\section*{Solution key: following the H + CH$_4$ abstraction valley}

Conventions. Coordinates are mass weighted, $q_i=\sqrt{m_i}\,x_i$, in the unit $\ell=\mathrm{amu}^{1/2}\,\mathrm{bohr}$. The gradient $g$ is in $E_h/\ell$ and Hessian eigenvalues $\lambda$ are in $E_h/\ell^2$, with $\tilde\nu=5140.5\,\mathrm{cm^{-1}}\sqrt{\lambda}$. Work $W$ is counted in gradient evaluations per unit $\ell$ of path. All results are those of the model defined in (c).

\subsection*{(a) The path and its start}

Add a friction proportional to mass, so that $\ddot q=-g-\gamma\dot q$. For $\gamma\to\infty$ the inertial term drops out and $\dot q=-g/\gamma$. Dividing by the speed removes $\gamma$:
\begin{equation}
\frac{dq}{ds}=-\frac{g}{|g|}.
\label{irc}
\end{equation}
The solution that starts at a first-order saddle is the intrinsic reaction coordinate (Fukui). At the saddle $g=0$ and Eq.~(\ref{irc}) is undefined. In the eigenbasis of the Hessian there, with $\tau=t/\gamma$, one has $q_i\propto e^{-\lambda_i\tau}$. A curve that tends to the saddle as $\tau\to-\infty$ must have $q_i=0$ for every $\lambda_i>0$ at linear order, so the path leaves along the eigenvector of the one negative eigenvalue $\lambda_1$, with $|g|\simeq|\lambda_1|s$.

\subsection*{(b) Euler stability and the zigzag}

With $t=-g/|g|$ the Jacobian of the right side of Eq.~(\ref{irc}) is $-(1-tt^{T})H/|g|$. A small displacement $y$ along a transverse mode of eigenvalue $\lambda$ therefore obeys $dy/ds=-ay$ with $a=\lambda/|g|$. An Euler step $q\to q+d\,t$ gives $y\to(1-ad)\,y$, and $|1-ad|<1$ for all modes requires
\begin{equation}
d<d_c=\frac{2|g|}{\lambda_{\max}}.
\label{dc}
\end{equation}
Beyond $d_c$ the growth saturates, because the step has fixed length. In a straight valley $V=-Gs+\tfrac12\lambda y^2$ the exact map is $y\to y-d\lambda y/\sqrt{G^2+\lambda^2y^2}$. Setting the image equal to $-y$ gives $|g|=d\lambda/2$, so with $a=\lambda/G$
\begin{equation}
|y|=\sqrt{\frac{d^2}{4}-\frac{1}{a^2}},\qquad \Delta s=\frac{dG}{|g|}=\frac{2}{a}.
\label{zig}
\end{equation}
The slope of the map on this two-cycle is $1-8/(ad)^2$, which lies in $(-1,1)$ for $ad>2$, so the cycle attracts. The amplitude tends to $d/2$, and the forward progress per step is $d_c$ whatever $d$ is. Once the zigzag has developed, a longer step buys nothing.

For the profile on the reactant side let $V=V_0\,\mathrm{sech}^2(s/L)$, so that $|\lambda_1|=2V_0/L^2$. The assumed inputs, chosen to reproduce typical values for H + CH$_4$, are $V_0=0.024\,E_h$ ($15.1$ kcal/mol), $|\lambda_1|=0.080$ ($1454i$ cm$^{-1}$), $\lambda_{\max}=0.36$ ($3084$ cm$^{-1}$, a spectator C--H stretch) and $\lambda_c=0.11$ ($1705$ cm$^{-1}$, the stretch that lies along the curvature vector). Then $L=0.775\,\ell$ and the largest slope is $4V_0/(3\sqrt3L)=0.024$. The limit $d_c$ is $0.022\,\ell$ at $s=0.05$, $0.13\,\ell$ at the steepest point, and $0.0077\,\ell$ at $s=2$, where $|g|=1.39\times10^{-3}$. A fixed step from $s=0.05$ to $2$ needs $253$ gradients. If the step follows the local limit, then with $u=s/L$
\begin{equation}
N\simeq\int\frac{ds}{d_c}=\frac{\lambda_{\max}}{2|\lambda_1|}\Big[\tfrac12\sinh^2u+\ln\sinh u\Big]_{u_1}^{u_2}=2.25\times26.2=59 .
\end{equation}
This continuum count is a rough floor. It grows logarithmically towards the saddle and as $e^{2s/L}$ in the tail.

\subsection*{(c) Solvable model}

For collinear A + BC the two valleys meet at the skew angle $\beta$ with $\cos^2\beta=m_Am_C/[(m_A+m_B)(m_B+m_C)]$. Assumed nominal masses $1,1,15$ give $\beta=46.8^\circ$, so the path turns through $\pi-\beta=2.32$ rad. Represent a stretch of it by a circular valley with one spectator mode $\zeta$,
\begin{equation}
V=-GR\,\theta+\tfrac12\lambda_c(r-R)^2+\tfrac12\lambda_{\max}\zeta^2 .
\end{equation}
The gradient has components $g_r=\lambda_c(r-R)$, $g_\theta=-GR/r$, $g_\zeta=\lambda_{\max}\zeta$. On $r=R$, $\zeta=0$ it is purely tangential, so the exact path is the circle, of curvature $\kappa=1/R$, with $V(s)=-Gs$. The error of a method is the offset $y=r-R$. Rotational symmetry makes every step equivalent, so the offset settles at a fixed point $y^*$ of a one-dimensional map.

Two regions are assumed. The bend has $G=0.020$, $\kappa=1\,\ell^{-1}$, hence $a_c=5.5$, $a_{\max}=18$, $d_c=0.111$. The tail has $G=0.002$, $\kappa=0.2\,\ell^{-1}$, hence $a_c=55$, $a_{\max}=180$, $d_c=0.0111$; the profile of (b) has this slope at $s=1.85$. Explicit steps are capped at $0.9\,d_c$, that is $0.100$ and $0.0100$.

\subsection*{(d) Error of three integrators}

Fix axes at the start of a step, $\sigma$ along the tangent and $x$ along the outward normal, measured from the circle. To first order in $\kappa$ the offset at a later point is $y=x+\kappa\sigma^2/2$, and Eq.~(\ref{irc}) reads $dx/d\sigma=-\kappa\sigma-a_c(x+\kappa\sigma^2/2)$. Write $z=a_cd$.

\textbf{Euler, one gradient.} The slope is read at $\sigma=0$, so $y'=(1-z)y+\kappa d^2/2$ and
\begin{equation}
y^*_E=\frac{\kappa d}{2a_c}.
\end{equation}

\textbf{Explicit midpoint, two gradients.} A half step gives $x=(1-z/2)y$ at $\sigma=d/2$, and the slope there is used for the full step: $y'=(1-z+z^2/2)\,y-z\kappa d^2/8$. The multiplier is below one only for $z<2$, so Eq.~(\ref{dc}) still binds, and
\begin{equation}
y^*_M=-\frac{\kappa d^2}{4(2-z)}.
\end{equation}

\textbf{Local quadratic approximation (LQA, Page and McIver), gradient and Hessian.} The steepest-descent curve of the quadratic expansion, $q(\tau)=q_0+H^{-1}(e^{-H\tau}-1)g_0$, is followed for an arc length $d$. On the circle $H_{xx}=\lambda_c$, $H_{x\sigma}=G\kappa$, $H_{\sigma\sigma}=0$, so the quadratic surface gives $dx/d\sigma=-\kappa\sigma-a_cx$. It lacks the term $a_c\kappa\sigma^2/2$, which comes from a third derivative of $V$. The solution is $x=ye^{-a_c\sigma}-\kappa[\sigma/a_c-(1-e^{-a_c\sigma})/a_c^2]$. Adding $\kappa d^2/2$ and solving $y'=y$,
\begin{equation}
y^*_L=\kappa d^2\varphi(z),\qquad \varphi(z)=\frac{\tfrac12-\tfrac1z}{1-e^{-z}}+\frac1{z^2},
\end{equation}
where $\varphi$ runs from $1/6$ at $z\to0$ to $1/2$ at $z\to\infty$. The multipliers $e^{-ad}$ never exceed one, so there is no step limit from stiffness.

For the stable steps in (f) to (h) the multiplier of the curved mode lies in $(0,1)$, so a run started on the path approaches $y^*$ monotonically and $|y^*|$ bounds its error.

\textbf{Neglected terms.} The exact Euler map conserves $r$ when $\lambda_cy/|g|=d/2r$; in the bend at $d=0.1$ this gives $8.9\times10^{-3}$ against the linear $9.1\times10^{-3}$. Setting $\lambda_c=0$ isolates the terms in $\kappa^3$: the drift per step is $\kappa^3d^4/16$ for the midpoint rule and $\kappa^3d^4/4$ for LQA. Relative to the retained sources $a_c\kappa d^3/8$ and $a_c\kappa d^3/6$ these are $\kappa^2d/2a_c$, or $0.009$ at $d=0.1$, and $3\kappa^2d/2a_c$, or $0.07$ at $d=0.26$, the largest step evaluated in the bend. Offsets are therefore given to two figures, and the second is good to a few per cent of the entry.

\subsection*{(e) Growth of work and memory}

Let $n=3N-6$, which is $12$ for the six atoms. A Hessian from forward differences of the gradient costs $n$ further gradients, so an LQA step costs $1+n=13$; the differencing error is assumed negligible. For a tolerated offset $\epsilon$,
\begin{align}
W_E&=\max\Big(\frac{a_{\max}}{1.8},\ \frac{\kappa}{2a_c\epsilon}\Big),\\
W_M&\simeq\max\Big(\frac{a_{\max}}{0.9},\ \sqrt{\frac{\kappa}{2\epsilon}}\Big),\\
W_L&=(1+n)\sqrt{\frac{\kappa\varphi}{\epsilon}},
\end{align}
where the root in $W_M$ is the form for $z\ll2$. The explicit methods store a fixed number of vectors of length $n$ and add $O(n)$ arithmetic. Their floor grows as $1/|g|$ and hardly depends on $N$, since $\lambda_{\max}$ belongs to a local stretch. LQA stores $n(n+1)/2=78$ Hessian elements and adds an $O(n^3)$ diagonalisation, which is neglected beside the electronic-structure work. If a gradient costs $O(N^p)$ operations, the explicit methods scale as $N^p$ per unit length and LQA as $N^{p+1}$.

\subsection*{(f) Cost against error}

Entries are $|y^*|$ in $\ell$; ``unst.'' marks $d>d_c$.

\begin{center}
\begin{tabular}{llcccc}
\hline
 & $d/\ell$ & 0.2 & 0.1 & 0.03 & 0.01\\
\hline
Euler & $W$ & & 10 & 33 & 100\\
 & bend & unst. & $9.1\times10^{-3}$ & $2.7\times10^{-3}$ & $9.1\times10^{-4}$\\
 & tail & unst. & unst. & unst. & $1.8\times10^{-5}$\\
Midpoint & $W$ & & 20 & 67 & 200\\
 & bend & unst. & $1.7\times10^{-3}$ & $1.2\times10^{-4}$ & $1.3\times10^{-5}$\\
 & tail & unst. & unst. & unst. & $3.4\times10^{-6}$\\
LQA & $W$ & 65 & 130 & 433 & 1300\\
 & bend & $8.5\times10^{-3}$ & $1.9\times10^{-3}$ & $1.6\times10^{-4}$ & $1.7\times10^{-5}$\\
 & tail & $3.3\times10^{-3}$ & $7.1\times10^{-4}$ & $4.2\times10^{-5}$ & $3.8\times10^{-6}$\\
\hline
\end{tabular}
\end{center}

For the unstable Euler entries Eq.~(\ref{zig}), with $a=a_{\max}$ and the curvature ignored, gives amplitudes $0.083\,\ell$ (bend, $d=0.2$) and $0.050\,\ell$ (tail, $d=0.1$). The first lifts the points above the valley floor by $\tfrac12\lambda_{\max}y^2=0.78$ kcal/mol. The work stays at $a_{\max}/2$, that is $9$ and $90$, barely under that of the capped stable step.

\subsection*{(g) Cheapest choice for a stated accuracy}

Each step solves $|y^*|=\epsilon$ and is then capped. For the midpoint rule $d=[\sqrt{4\epsilon^2a_c^2+8\epsilon\kappa}-2\epsilon a_c]/\kappa$; for LQA the root is found numerically. Entries are $W$.

\begin{center}
\begin{tabular}{llcccl}
\hline
 & $\epsilon/\ell$ & Euler & Midpoint & LQA & choice\\
\hline
bend & $10^{-2}$ & 10 & 20 & 61 & Euler\\
 & $10^{-3}$ & 91 & 25 & $1.8\times10^{2}$ & midpoint\\
 & $10^{-4}$ & $9.1\times10^{2}$ & 74 & $5.4\times10^{2}$ & midpoint\\
tail & $10^{-2}$ & 100 & 200 & 39 & LQA\\
 & $10^{-3}$ & 100 & 200 & $1.1\times10^{2}$ & Euler, LQA close\\
 & $10^{-4}$ & 100 & 200 & $3.0\times10^{2}$ & Euler\\
\hline
\end{tabular}
\end{center}

In the bend at $\epsilon=10^{-2}$ the steps allowed by accuracy, $0.11$ for Euler and $0.19$ for the midpoint rule, exceed the cap $0.100$, so both methods sit at their stability floors and Euler wins with its single gradient per step. At $\epsilon=10^{-3}$ and $10^{-4}$ accuracy sets the step, and the order of the method decides. In the tail stability sets the explicit step, and Euler at its cap already beats every tolerance listed, because $y^*_E$ is proportional to $|g|$. LQA wins only where the tolerance is loose. Its step in that row is $d_L=0.334\,\ell$, and it stays cheaper while $1+n<100\,d_L=33.4$, which with $1+n=3N-5$ means $N\le12$ atoms at the same valley parameters. A Hessian that costs less than $n$ gradients replaces $n$ in this inequality.

An offset of $10^{-2}\,\ell$ raises the energy by only $\tfrac12\lambda_c\epsilon^2=1.2$ cm$^{-1}$. In the tail, however, it tilts the gradient by an angle with tangent $a_c\epsilon=0.55$. If the gradient direction is used to project out the path for transverse frequencies, the tolerance must be placed on $a_cy$, and the rows with smaller $\epsilon$ apply.

\subsection*{(h) Best choice inside a budget}

With $d=1/W$, $2/W$ and $13/W$ the explicit offsets are $\kappa/(2a_cW)$ and $\kappa/[2W(W-a_c)]$. Their ratio is $(W-a_c)/a_c$, so the midpoint rule is the more accurate for $W>2a_c$. Its stability floor, $20$ in the bend and $200$ in the tail, lies above $2a_c$, so it beats Euler wherever it can be afforded. Entries are $|y^*|$ in $\ell$; a dash marks a step beyond the cap, or the LQA step $13/15=0.87\,\ell$, which is comparable with $R$ in the bend and exceeds $L$.

\begin{center}
\begin{tabular}{llcccl}
\hline
 & $W$ & Euler & Midpoint & LQA & choice\\
\hline
bend & 15 & $6.1\times10^{-3}$ & -- & -- & Euler\\
 & 50 & $1.8\times10^{-3}$ & $2.2\times10^{-4}$ & $1.5\times10^{-2}$ & midpoint\\
 & 150 & $6.1\times10^{-4}$ & $2.3\times10^{-5}$ & $1.4\times10^{-3}$ & midpoint\\
tail & 15 & -- & -- & -- & none\\
 & 50 & -- & -- & $5.9\times10^{-3}$ & LQA\\
 & 150 & $1.2\times10^{-5}$ & -- & $5.1\times10^{-4}$ & Euler\\
\hline
\end{tabular}
\end{center}

\subsection*{(i) Transfer to silane, and limits of the model}

H + SiH$_4$, an abstraction step in the chemistry of a silicon process gas, has the same six atoms and $n=12$. A typical Si--H stretch of $2200$ cm$^{-1}$ gives $\lambda_{\max}=0.183$. At $G=0.002$ this yields $d_c=0.022\,\ell$ and $W_E=51$. For $a_c=55$ and $\kappa=0.2\,\ell^{-1}$ the capped Euler step has $z=1.08$ and multiplier $1-z=-0.08$, so the offset approaches $y^*_E$ in alternation; its largest value, $\kappa d^2/2=3.9\times10^{-5}\,\ell$ after the first step, is $8\%$ above $y^*_E$ and below every tolerance in (g). With $\lambda_c$ and $\kappa$ assumed unchanged, LQA still needs $39$ at $\epsilon=10^{-2}$, so the model's ratio $W_E/W_L$ falls from $2.6$ to $1.3$: a softer stiffest mode weakens the case for a Hessian.

Three limits apply. First, the slope in the tail falls by a factor $e$ over $L/2=0.39\,\ell$, which is close to the LQA steps $0.26$ and $0.334$. The large-$z$ offset $\kappa d^2/2$ does not involve $G$, so these entries survive as estimates, but the Euler floor rises by that factor over the same distance. Second, the curvature of the real valley is peaked and not uniform; peaks of roughly twice the value assumed for the bend are typical, and the model's offsets, being linear in $\kappa$, are too small by that factor there. Third, a circle cannot rank implicit second-order schemes such as the trapezoidal step $q'=q+\tfrac d2(t+t')$. The chord of a circle bisects the end tangents, so this step has zero offset in the model, and its error is set by the variation of the curvature along the path.